\section*{Asymptotic one-electron potential for a correlated core plus one electron}

\subsection*{1. Premises and notation}

\begin{itemize}
\item[P1] Non-relativistic Hamiltonian, fixed point nucleus of charge $Ze$, instantaneous Coulomb forces.
\item[P2] The core has $N$ electrons, net charge $Qe=(Z-N)e$ with $Q>0$, and a non-degenerate $^1S$ ground state $\Phi_0$ with a gap. Its antisymmetric eigenstates $\Phi_n$ (continuum included, spatial parts real) have energies $E_n$, and $\Delta_n=E_n-E_0$.
\item[P3] $\Psi$ is a bound $(N+1)$-electron eigenstate, a spin doublet with orbital angular momentum $l$ and energy $E(N+1)<E_0\equiv E(N)$.
\end{itemize}
SI units throughout. $k=e^2/4\pi\varepsilon_0$, $a_0=\hbar^2/mk$, $E_h=k/a_0$, $T=-\hbar^2\nabla^2/2m$, and
\begin{equation}
\epsilon=E(N+1)-E(N)=-\frac{\hbar^2\kappa^2}{2m}.
\label{eps}
\end{equation}
Polarisabilities are volumes: $\alpha_1$ in m$^3$, and $4\pi\varepsilon_0\alpha_1$ is the induced dipole per field.

\subsection*{2. Exact channel equations}

Let $x=(\mathbf r,\sigma)$. For fixed $x$, $\Psi$ is antisymmetric in the other $N$ electrons, so it expands in the $\Phi_n$:
\begin{equation}
\Psi=\frac{1}{\sqrt{N+1}}\sum_n\Phi_n(x_1\ldots x_N)\,\phi_n(x),\qquad \phi_n=\sqrt{N+1}\,\langle\Phi_n|\Psi\rangle_{1\ldots N}.
\end{equation}
Orthonormality of the $\Phi_n$ gives the full electron density,
\begin{equation}
\rho(\mathbf r)=\sum_\sigma\sum_n|\phi_n(x)|^2 .
\label{rho}
\end{equation}
Split $H=H_N+T-kQ/r+w$, with $w=k\sum_{i=1}^N\left(|\mathbf r-\mathbf r_i|^{-1}-r^{-1}\right)$. Projecting $(H-E(N+1))\Psi=0$ on $\Phi_n$ and using $H_N\Phi_n=E_n\Phi_n$:
\begin{equation}
\left[T-\frac{kQ}{r}+\Delta_n-\epsilon\right]\phi_n+\sum_m w_{nm}(\mathbf r)\,\phi_m=0,\qquad w_{nm}=\langle\Phi_n|w|\Phi_m\rangle.
\label{cc}
\end{equation}
Nothing is dropped. No exchange operator appears; antisymmetry selects which solution of (\ref{cc}) is physical.

Each $\phi_{n\ne0}$ is a part driven by $\phi_0$ plus a free part that decays as $e^{-\kappa_nr}$, with $\hbar^2\kappa_n^2/2m=\Delta_n-\epsilon$. Since $\kappa_n>\kappa$, the free parts, which carry the density of the core itself, are exponentially small against $\phi_0\sim e^{-\kappa r}$. The operator $w$ is spin-free, so driven channels are singlets with the spin function of $\phi_0$; $\sigma$ is dropped from here on. Since $\Phi_0$ is an $S$ state, $\phi_0=R_0(r)Y_{lm}$. This $\phi_0$ is the Dyson amplitude.

\subsection*{3. Multipole coupling and core moments}

For $r>r_i$, $|\mathbf r-\mathbf r_i|^{-1}=\sum_j r_i^jP_j(\cos\theta_i)/r^{j+1}$, with $\theta_i$ measured from $\hat{\mathbf r}$. In $w_{n0}$ the factor $\Phi_0$ confines the $r_i$, so up to exponentially small terms
\begin{equation}
w_{n0}=\frac{k\,d_n}{r^2}+\frac{k\,q_n}{r^3}+O(r^{-4}),\quad d_n=\langle n|\textstyle\sum_i\mathbf r_i\cdot\hat{\mathbf r}|0\rangle,\quad q_n=\langle n|\sum_ir_i^2P_2(\cos\theta_i)|0\rangle .
\end{equation}
Consequences of the $S$ symmetry: $w_{00}=0$; $d_n$ reaches only $P$ states, $q_n$ only $D$ states, so there are no cross terms; sums of $d_n^2$ or $q_n^2$ over complete multiplets do not depend on $\hat{\mathbf r}$. Each multipole term is harmonic, $\nabla^2w_{n0}=0$.

Define the area $s_n=\hbar^2/m\Delta_n$, so that $k/\Delta_n=s_n/a_0$, and
\begin{equation}
\left\{\tfrac12\alpha_1,\ \beta_1,\ \gamma_1,\ \delta_1\right\}=\sum_{n}d_n^2\,\frac{k}{\Delta_n}\left\{1,\ s_n,\ s_n^2,\ s_n^3\right\},\qquad \alpha_2=2k\sum_n\frac{q_n^2}{\Delta_n}.
\label{mom}
\end{equation}
With oscillator strengths $f^{\rm osc}_n=2m\Delta_nd_n^2/\hbar^2$ and $S(-p)=\sum_nf^{\rm osc}_n(E_h/\Delta_n)^p$, one has $d_n^2=f^{\rm osc}_ns_n/2$ and $s_n=a_0^2E_h/\Delta_n$, hence
\begin{equation}
\alpha_1=a_0^3S(-2),\quad\beta_1=\tfrac12a_0^5S(-3),\quad\gamma_1=\tfrac12a_0^7S(-4),\quad\delta_1=\tfrac12a_0^9S(-5).
\end{equation}

\subsection*{4. Driven channels and the first non-adiabatic order}

Write $\phi_n=f_n\phi_0$ and $U_0=\sum_{m\neq0}w_{0m}f_m$. Channel 0 reads $[T-kQ/r+U_0-\epsilon]\phi_0=0$. Insert $f_n\phi_0$ in (\ref{cc}), use the product rule and the channel-0 equation:
\begin{equation}
\Delta_nf_n-\frac{\hbar^2}{m}\nabla\ln\phi_0\cdot\nabla f_n-\frac{\hbar^2}{2m}\nabla^2f_n-U_0f_n+\sum_{m\ne0}w_{nm}f_m=-w_{n0}.
\label{feq}
\end{equation}
Power counting, with $f_n\sim r^{-2}$ and $U_0\sim r^{-4}$:
\begin{itemize}
\item $U_0f_n\sim r^{-6}$ changes $U_0$ at $r^{-8}$.
\item $\sum_mw_{nm}f_m$ is $w$ acting on the polarised core, which is still compact, so the multipole series applies. Dipole times dipole ($r^{-4}$) feeds even-parity channels, which return to channel 0 through $q_n/r^3$ at best. Odd channels are fed at $r^{-5}$ and return through $d_n/r^2$. Either way $U_0$ changes at $r^{-7}$. This is the third-order static term $k\eta/r^7$ of Section 5.
\end{itemize}
Drop both and iterate in the derivative terms. Zeroth order: $f_n=-w_{n0}/\Delta_n$. Its Laplacian vanishes, so the first iterate is
\begin{equation}
f_n=-\frac{w_{n0}}{\Delta_n}-\frac{s_n}{\Delta_n}\nabla w_{n0}\cdot\nabla\ln\phi_0 .
\end{equation}
Multiply by $w_{0n}$ and sum. Use $w\nabla w=\frac12\nabla w^2$, $s_n/\Delta_n=(\hbar^2/m)/\Delta_n^2$, and define
\begin{equation}
B_0=\sum_n\frac{w_{n0}^2}{\Delta_n^2}=\frac{\beta_1}{a_0r^4}+O(r^{-6}).
\end{equation}
Then
\begin{equation}
\left[T-\frac{kQ}{r}-\frac{k\alpha_1}{2r^4}-\frac{k\alpha_2}{2r^6}-\frac{\hbar^2}{2m}\nabla B_0\cdot\nabla-\epsilon\right]\phi_0=0 .
\label{dyson}
\end{equation}
$B_0$ is isotropic, so only the radial derivative acts, for every $l$. With $L=R_0'/R_0$ and $\hbar^2/ma_0=k$ the gradient term equals $+2k\beta_1L/r^5$. In the tail $L\to-\kappa$: \emph{the Dyson amplitude, inverted directly, gives a term $-2k\beta_1\kappa/r^5$} and no state-independent $r^{-6}$ coefficient.

The gradient is removed by rescaling. For $\chi=(1+g)\phi_0$ with isotropic $g(r)$, the product rule gives exactly $[T+V-\epsilon]\chi=0$ with
\begin{equation}
V=-\frac{kQ}{r}+U_0+\frac{\hbar^2}{m}\,\frac{g'L+\frac12\nabla^2g}{1+g}.
\label{trans}
\end{equation}
Take $g=B_0/2$. The term $(\hbar^2/m)g'L$ cancels the gradient term of (\ref{dyson}) identically, whatever $L(r)$ is. Since $\nabla^2r^{-4}=(20-8)r^{-6}=12r^{-6}$, the remainder is $(\hbar^2/4m)\,12\beta_1/a_0r^6=3k\beta_1/r^6$. The denominator $1+g$ multiplies an $r^{-5}$ term by $1+O(r^{-4})$ and matters at $r^{-9}$. Result at this order:
\begin{equation}
V=-\frac{kQ}{r}-\frac{k\alpha_1}{2r^4}-\frac{k(\alpha_2-6\beta_1)}{2r^6}.
\label{thr}
\end{equation}
Meaning of $\chi$: by (\ref{rho}), $\rho=|\phi_0|^2(1+\sum_nf_n^2)=|\phi_0|^2(1+B_0)$ at this order, and $(1+B_0/2)^2=1+B_0+O(r^{-8})$. So $|\chi|^2=\rho$. The local equation belongs to the amplitude that carries the probability of \emph{all} channels. The term $+3k\beta_1/r^6$ is repulsive: the induced dipole lags behind the moving electron.

The next iterate holds two gradients of $\phi_0$. It is of order $k\gamma_1K^2/r^6$, where $K^2=|\kappa^2-2Q/a_0r+l(l+1)/r^2|$ is the squared local wave number. For $\epsilon\to0$ it starts at $r^{-7}$. Equation (\ref{thr}) is therefore the threshold form.

\subsection*{5. The energy-dependent term}

Take $l=0$ and $r$ beyond the outer turning point $r_t=kQ/|\epsilon|$. Through $r^{-3}$ the channel-0 equation is the Riccati equation $L'+L^2+2L/r=\kappa^2-2Q/a_0r$. Insert $L=-\kappa+\lambda/r+\mu/r^2+\ldots$. Order $r^{-1}$: $-2\kappa\lambda-2\kappa=-2Q/a_0$. Order $r^{-2}$: $\lambda+\lambda^2-2\kappa\mu=0$. Thus
\begin{equation}
\lambda=\nu-1,\qquad\nu=\frac{Q}{\kappa a_0},\qquad\mu=\frac{\lambda(\lambda+1)}{2\kappa}.
\end{equation}
For a dipole channel set $f_n=(kd_n/\Delta_n)G(r)$. The factor $d_n(\hat{\mathbf r})$ is an $l=1$ harmonic, and (\ref{feq}) divided by $kd_n$ becomes, with $s=s_n$,
\begin{equation}
G-sLG'-\frac s2\left(G''+\frac{2G'}{r}-\frac{2G}{r^2}\right)=-\frac1{r^2}.
\end{equation}
Put $G=-r^{-2}+a_3r^{-3}+a_4r^{-4}+a_5r^{-5}$, so $G'=2r^{-3}-3a_3r^{-4}-4a_4r^{-5}$. The bracket gives $0$ on $r^{-2}$ and $4r^{-5}$ on $r^{-3}$. Order by order:
\begin{align}
a_3&=-2\kappa s,\nonumber\\
a_4&=s(3\kappa a_3+2\lambda)=-6\kappa^2s^2+2\lambda s,\\
a_5&=s(4\kappa a_4-3\lambda a_3+2\mu+2a_3)=-24\kappa^3s^3+(14\lambda-4)\kappa s^2+2\mu s.\nonumber
\end{align}
Each power of $1/r$ closes on a finite power of $s$, so the coefficients are exact in $\kappa$. With (\ref{mom}), the dipole parts of $U_0=\sum_nkd_n^2(k/\Delta_n)G/r^2$ and $B=\sum_nf_n^2$ are
\begin{align}
\frac{U_0}{k}&=-\frac{\alpha_1}{2r^4}-\frac{2\kappa\beta_1}{r^5}+\frac{2\lambda\beta_1-6\kappa^2\gamma_1}{r^6}+\frac{2\mu\beta_1+(14\lambda-4)\kappa\gamma_1-24\kappa^3\delta_1}{r^7},\\
a_0B&=\frac{\beta_1}{r^4}+\frac{4\kappa\gamma_1}{r^5}+\frac{16\kappa^2\delta_1-4\lambda\gamma_1}{r^6},
\end{align}
the last from $G^2=r^{-4}-2a_3r^{-5}+(a_3^2-2a_4)r^{-6}$ and $(k/\Delta_n)^2=(k/\Delta_n)s_n/a_0$. Now $\chi=\sqrt\rho$, so $g=B/2+O(r^{-8})$. With $\nabla^2r^{-5}=20r^{-7}$:
\begin{align}
a_0g'L&=\frac{2\kappa\beta_1}{r^5}+\frac{10\kappa^2\gamma_1-2\lambda\beta_1}{r^6}+\frac{48\kappa^3\delta_1-22\kappa\lambda\gamma_1-2\mu\beta_1}{r^7},\\
\tfrac12a_0\nabla^2g&=\frac{3\beta_1}{r^6}+\frac{20\kappa\gamma_1}{r^7}.
\end{align}
Add these in (\ref{trans}). At $r^{-5}$ the sum is zero. At $r^{-6}$: $3\beta_1+4\kappa^2\gamma_1$. At $r^{-7}$: $24\kappa^3\delta_1+(16-8\lambda)\kappa\gamma_1$, and $\kappa\lambda=Q/a_0-\kappa$.

Quadrupole channels give $-k\alpha_2/2r^6$. Their first-order gradient term, at $r^{-7}$, cancels against their share of $g'L$ as in Section 4. The terms $w_{nm}f_m$ change $B$ at $r^{-7}$, hence $g'L$ at $r^{-8}$, and add to $U_0$ the third-order energy of the core in the field of a fixed electron, $k\eta/r^7=\sum_{n,m\neq0}w_{0n}w_{nm}w_{m0}/\Delta_n\Delta_m$ at leading order. Final form:
\begin{equation}
V=-\frac{kQ}{r}-\frac{k\alpha_1}{2r^4}-\frac{kC_6}{2r^6}+\frac{kC_7}{r^7}+O(r^{-8}),
\label{res}
\end{equation}
\begin{equation}
C_6=\alpha_2-6\beta_1-8\gamma_1\kappa^2,\qquad C_7=\eta-\frac{8Q\gamma_1}{a_0}+24\kappa\gamma_1+24\kappa^3\delta_1 .
\end{equation}
The $\gamma_1\kappa^2$ and $Q\gamma_1$ terms combine to $4k\gamma_1(\kappa^2-2Q/a_0r)/r^6$, the local wave number of Section 4. For $\kappa\to0$, $C_6$ reduces to (\ref{thr}).

\emph{General $l$.} Define $\chi_l^2$ as the angular average of $\rho$. The centrifugal term enters $L$ at $r^{-2}$ and leaves $\lambda$ alone. Angular gradients of $Y_{lm}$ cost a factor $1/r$; where one appears singly it multiplies the angular gradient of $d_n$, and $\sum_nd_n\nabla d_n\,\Delta_n^{-p}=\frac12\nabla\sum_nd_n^2\Delta_n^{-p}=0$. Two angular gradients belong to the second iterate and cost $r^{-2}$ against $\kappa^2$. Hence $C_6$ holds for all $l$, each with its own $\kappa$. $C_7$ is used here for $l=0$ only.

\subsection*{6. Inversion}

Given $\rho$ and $\epsilon$ from correlated calculations on the $(N+1)$- and $N$-electron ions, choose a radius $r_c$ beyond the last node of $R_0$ and beyond the core density. Set $u_l=r\sqrt{4\pi\bar\rho}$ for $r>r_c$, where $\bar\rho$ is the angular average. Continue $u_l$ inward as a smooth nodeless function $\propto r^{l+1}$ with $\int_0^\infty u_l^2dr=1$. Then
\begin{equation}
V_l(r)=\epsilon+\frac{\hbar^2}{2m}\left[\frac{u_l''}{u_l}-\frac{l(l+1)}{r^2}\right].
\label{inv}
\end{equation}
By construction the one-electron problem in $V_l$ has ground level $\epsilon$, the exact removal energy, and the exact density outside $r_c$. Its tail is (\ref{res}). This is the idea of the correlated-electron pseudopotentials of Trail and Needs (2013).

Why this is core-valence correlation: for a frozen core, with $\Psi$ the antisymmetrised product of $\Phi_0$ and one orbital, the orbital sees $-kQ/r$ plus penetration and exchange terms that decay with the core orbitals. No inverse power beyond $r^{-1}$ arises. Every further power in (\ref{res}) comes from the driven $f_n$, the dependence of the core state on the position of the outer electron.

\subsection*{7. Two-electron core of general $Z$}

Model: two independent $1s$ electrons in a Coulomb field of charge $\zeta e$. The mean energy of the product state in the true Hamiltonian is $E_h(\zeta^2-2Z\zeta+\frac58\zeta)$, minimal at $\zeta=Z-\frac5{16}$. The model is exact at leading order in $1/Z$.

One electron, $\zeta=1$, dimensionless $y=r_1/a_0$, energies in $E_h$, $\psi_0=e^{-y}/\sqrt\pi$, $\langle y^n\rangle=(n+2)!/2^{n+1}$. The sums are done by the Dalgarno--Lewis method. On $y^jP_j\,p(y)\psi_0$ the operator $H-E_0$ acts as
\begin{equation}
p\ \to\ -\tfrac12p''-\frac{j+1}{y}p'+p'+\frac jy\,p .
\end{equation}
Polynomial solutions, by matching powers: for $j=1$ and source $1$, $p_1=1+y/2$; for $j=1$ and source $p_1$, $p_2=\frac{11}6+\frac{11}{12}y+\frac16y^2$; for $j=2$ and source $1$, $p_q=\frac12+\frac13y$. The angular averages are $\overline{P_1^2}=\frac13$, $\overline{P_2^2}=\frac15$, $\overline{P_1^2P_2}=\frac2{15}$. Then
\begin{align}
\alpha_1&:\ \tfrac23\langle y^2p_1\rangle=\tfrac92,&\beta_1&:\ \tfrac13\langle y^2p_1^2\rangle=\tfrac{43}8,\nonumber\\
\gamma_1&:\ \tfrac13\langle y^2p_1p_2\rangle=\tfrac{319}{24},&\delta_1&:\ \tfrac13\langle y^2p_2^2\rangle=\tfrac{9673}{288},\\
\alpha_2&:\ \tfrac25\langle y^4p_q\rangle=15,&\eta&:\ \tfrac2{15}\langle y^4(p_1^2+2p_1p_q)\rangle=\tfrac{213}4 .\nonumber
\end{align}
In $\eta$ the first term has the quadrupole between two dipole responses; the second has a dipole between a dipole and a quadrupole response, in two orders. Lengths scale as $\zeta^{-1}$ and energies as $\zeta^2$; two independent electrons double each quantity:
\begin{equation}
\alpha_1=\frac{9a_0^3}{\zeta^4},\ \beta_1=\frac{43a_0^5}{4\zeta^6},\ \gamma_1=\frac{319a_0^7}{12\zeta^8},\ \delta_1=\frac{9673a_0^9}{144\zeta^{10}},\ \alpha_2=\frac{30a_0^5}{\zeta^6},\ \eta=\frac{213a_0^6}{2\zeta^8}.
\end{equation}
So $\alpha_2-6\beta_1=-\frac{69}2a_0^5/\zeta^6<0$: the lag outweighs the quadrupole attraction and the net $r^{-6}$ term is repulsive. The threshold form needs $8\gamma_1\kappa^2\ll|\alpha_2-6\beta_1|$, that is
\begin{equation}
|\epsilon|\ll\epsilon^*=\frac{\hbar^2|\alpha_2-6\beta_1|}{16m\gamma_1}=\frac{207}{2552}\zeta^2E_h=0.081\,\zeta^2E_h .
\end{equation}
For an $n=2$ electron at large $Z$, $|\epsilon|\to Z^2E_h/8$ and $|\epsilon|/\epsilon^*\to1.5$. The lowest valence states of such ions are not near threshold in this sense; high Rydberg states are.

\subsection*{8. Numbers: C$^{3+}$, $1s^22s$}

This ion supplies the $s$ channel of a carbon potential with a helium-like core, as for SiC or graphene. Inputs: $Z=6$, $Q=4$, $\zeta=5.6875$, and the approximate removal energy $|\epsilon|=64.5$ eV $=1.033\times10^{-17}$ J. All results are the model's; unrounded values are carried.

Core: $\alpha_1=1.27\times10^{-33}$ m$^3$, $\beta_1=1.32\times10^{-55}$ m$^5$, $\alpha_2=3.68\times10^{-55}$ m$^5$, $\gamma_1=2.82\times10^{-77}$ m$^7$, $\delta_1=6.17\times10^{-99}$ m$^9$, $\eta=2.14\times10^{-66}$ m$^6$.

State: $\kappa=4.11\times10^{10}$ m$^{-1}$, $\nu=1.84$, $r_t=89$ pm, $\epsilon^*=1.14\times10^{-17}$ J, $|\epsilon|/\epsilon^*=0.90$.

Coefficients: $\alpha_2-6\beta_1=-4.23\times10^{-55}$ m$^5$, $8\gamma_1\kappa^2=3.82\times10^{-55}$ m$^5$, $C_6=-8.05\times10^{-55}$ m$^5$, $C_7=2.32\times10^{-65}$ m$^6$.

Terms of $V$ in units of $10^{-24}$ J. The last column is the term present for $\phi_0$ and absent for $\chi$.
\begin{center}
\begin{tabular}{cccccc}
$r$ (nm)&$-\frac{k\alpha_1}{2r^4}$&$-\frac{k(\alpha_2-6\beta_1)}{2r^6}$&$\frac{4k\gamma_1\kappa^2}{r^6}$&$\frac{kC_7}{r^7}$&$-\frac{2k\beta_1\kappa}{r^5}$\\
\hline
0.15&$-290$&4.3&3.9&3.1&$-33$\\
0.20&$-92$&0.76&0.69&0.42&$-7.8$\\
0.30&$-18$&0.067&0.060&0.025&$-1.0$
\end{tabular}
\end{center}
Reading: for the $2s$ state the energy term nearly doubles the threshold $r^{-6}$ coefficient. The $r^{-7}$ term is a fraction $2C_7/|C_6|r=(58\ \mathrm{pm})/r$ of the full $r^{-6}$ term, so the latter describes the correction to $r^{-4}$ only roughly at these radii. The choice of amplitude matters more than any of these: the last column exceeds the $r^{-6}$ terms at all three radii. As typical knowledge, a correlated C$^{4+}$ core is somewhat softer than this model, with $\alpha_1$ higher by some 5 per cent and $\beta_1$, $\alpha_2$ by some 10 to 20 per cent, so two figures in the table are the most the model supports.

\subsection*{9. Range of validity}

\begin{itemize}
\item \emph{Inner limit, series.} Equation (\ref{res}) is asymptotic in $1/r$. The form with $\gamma_1\kappa^2$ needs $r\gg r_t$. Equation (\ref{thr}) for $(1+B_0/2)\phi_0$ also holds in the oscillatory region when $\gamma_1K^2\ll\beta_1$, but there $\rho$ does not vanish at the nodes of $R_0$, and (\ref{inv}) must not be applied across them.
\item \emph{Inner limit, core.} A free part of relative density $e^{-2(\kappa_1-\kappa)r}$ gives $g=\frac12e^{-2(\kappa_1-\kappa)r}$ and, by (\ref{trans}) with $L=-\kappa$, a shift $(\hbar^2/m)\kappa_1(\kappa_1-\kappa)e^{-2(\kappa_1-\kappa)r}$ at leading order. With the model gap $\Delta_1=\frac38\zeta^2E_h$, $\kappa_1=1.02\times10^{11}$ m$^{-1}$. With unit prefactor, as an order of magnitude only, the shift is $0.95\times10^{-24}$ J at 0.15 nm and $0.0022\times10^{-24}$ J at 0.20 nm. Not far inside 0.15 nm it overtakes the $r^{-6}$ terms.
\item \emph{Relativity, core.} Core moments change at relative order $(Z\alpha)^2=1.9\times10^{-3}$, with $\alpha$ the fine-structure constant. Such a change of $\alpha_1$ equals the $r^{-6}$ term where $|C_6|/\alpha_1r^2=(Z\alpha)^2$, at $r=0.57$ nm.
\item \emph{Relativity, outer electron.} The relation $p^2/2m=(\epsilon-V)+(\epsilon-V)^2/2mc^2$ for a spinless particle adds $-(kQ/r)^2/2mc^2$ to the effective potential and rescales $\kappa$ and $Q$. At 0.20 nm the added term is $-130\times10^{-24}$ J, larger than the $r^{-4}$ term. A potential inverted from relativistic data with the Schr\"odinger operator has a tail of this order ahead of the polarisation terms; (\ref{res}) describes the non-relativistic part only.
\item \emph{Retardation.} P1 fails for $r\gtrsim\hbar c/\bar\Delta$. With $\bar\Delta=E_ha_0^2\alpha_1/2\beta_1$ this length is 0.54 nm in the model.
\item \emph{Recoil.} Finite nuclear mass replaces $m$ by a reduced mass and alters the coefficients at relative order $m/M=4.6\times10^{-5}$ for $M\approx12$ u.
\item \emph{Core symmetry.} A core with $L\ge1$ has degenerate components and in general a permanent quadrupole, with an $r^{-3}$ term and coupled open channels; P2 excludes it.
\item \emph{Transfer.} $V_l$ is exact for the state it was inverted from. Through $\kappa$ its $r^{-6}$ coefficient is state-dependent, while the $r^{-1}$ and $r^{-4}$ terms are not. With several valence electrons the adiabatic polarisation energy is $-\frac12k\alpha_1|\sum_i\hat{\mathbf r}_i/r_i^2|^2$. Its cross terms $-k\alpha_1\hat{\mathbf r}_i\cdot\hat{\mathbf r}_j/r_i^2r_j^2$ are as large as the one-body $r^{-4}$ terms, and no one-electron inversion contains them.
\end{itemize}